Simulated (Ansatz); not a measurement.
# Ba3Si: energy above relaxed cell and pressure against volume per atom

All results are calculated (Ansatz 0.2.0). Plane-wave density functional theory, PAW datasets, Gaussian smearing 0.05 eV: one cell in which all forces lie under 0.002 eV/angstrom; stress (xx yy zz yz xz xy) and pressure positive in compression; site moments are of spin alone; formation energy from the elements run alike, uncorrected.

Cell of the first row (space group Pm-3m, No. 221):
```
cell vectors (Å)
   5.2828     0.0000     0.0000
   0.0000     5.2828     0.0000
   0.0000     0.0000     5.2828
atoms (fractions of the cell vectors)
Ba  0.00000  0.50000  0.50000
Ba  0.50000  0.50000  0.00000
Ba  0.50000  0.00000  0.50000
Si  0.00000  0.00000  0.00000
```

Settings of every row: paw set soft_2; functional PBE; spin treatment none; moment partition spheres; spin axis none; wave cutoff 420 eV; k mesh 6x6x6; SCF start atoms; lower state search light; symmetry use detected.

Atom first moment, atom hubbard u: 0 on all atoms.

Limits: no spin-orbit coupling, which can matter with elements this heavy; the cell comes from a prototype or a list of computed structures and needn't be the stable phase.

```csv
row,volume per atom (Å³),energy above relaxed cell (meV per atom),pressure (GPa),formation energy (eV per atom)
1,36.858,7.35,1.164,-0.0175
2,37.443,3.77,0.811,-0.0211
3,38.223,0.91,0.384,-0.0239
4,39.003,0,0.002,-0.0249
5,39.783,?,?,?
6,40.263,2.15,-0.530,-0.0227
7,40.425,2.71,-0.591,-0.0221
8,40.563,3.24,-0.643,-0.0216
9,41.733,9.41,-1.044,-0.0154
10,42.903,18.31,-1.393,-0.0065
```

Question: what energy above relaxed cell and pressure should row 5 give?

Worked fit of energy above relaxed cell. Take u = (V_r/V)^(2/3) − 1 with V_r = 40.263 Å³ an atom, which is twice the finite (Eulerian) strain; such expansions in the strain, on which the Birch-Murnaghan equation of state is built, carry the rest volume and the bulk modulus. The shown rows have u = 0.06068, 0.0496, 0.03527, 0.02142, 0, -0.00267, -0.00494, -0.02362, -0.04146. Least squares give energy above relaxed cell = 2.14 − 199.69 × u + 4634.8 × u² + 1146 × u³ meV per atom; a parabola predicts inner rows, each left out in turn, worse (root mean square 0.036 against 0.012 meV per atom). The rows lie off it by 0.01, -0.01, 0.00, 0.00, 0.01, 0.00, 0.00, -0.02, 0.01. Its lowest point lies at u = 0.0214, or V = 39.01 Å³ an atom, and the curvature there gives the bulk modulus at fixed shape and fractions, B = (4/9)(1 + u)² E″(u)/V = 17.9 GPa. The withheld row has u = 0.00803, so the fit gives 2.14 − 199.69 × (0.00803) + 4634.8 × (0.00803)² + 1146 × (0.00803)³ = 0.84 meV per atom.

The calculation gave 0.85 meV per atom. The fit lies 0.01 meV per atom (1.2 % of the value, 0.055 % of the column's range) below it, one unit of the last digit.

Worked fit of pressure. Take u = (V_r/V)^(2/3) − 1 with V_r = 40.263 Å³ an atom, which is twice the finite (Eulerian) strain; such expansions in the strain, on which the Birch-Murnaghan equation of state is built, carry the rest volume and the bulk modulus. The shown rows have u = 0.06068, 0.0496, 0.03527, 0.02142, 0, -0.00267, -0.00494, -0.02362, -0.04146. Least squares give pressure = −0.5292 + 23.345 × u + 66.72 × u² + 141.7 × u³ GPa; a parabola predicts inner rows, each left out in turn, worse (root mean square 0.0045 against 0.0012 GPa). The rows lie off it by -0.001, 0.001, 0.001, -0.001, -0.001, 0.000, 0.000, 0.001, -0.001. The pressure vanishes at u = 0.0213, or V = 39.01 Å³ an atom, and there the bulk modulus at fixed shape and fractions is B = −V dP/dV = (2/3)(1 + u) dP/du = 18 GPa. The withheld row has u = 0.00803, so the fit gives −0.5292 + 23.345 × (0.00803) + 66.72 × (0.00803)² + 141.7 × (0.00803)³ = -0.337 GPa.

The calculation gave -0.338 GPa. The fit lies 0.001 GPa (0.039 % of the column's range) above it, one unit of the last digit.

The other values of row 5: formation energy -0.024 eV per atom.
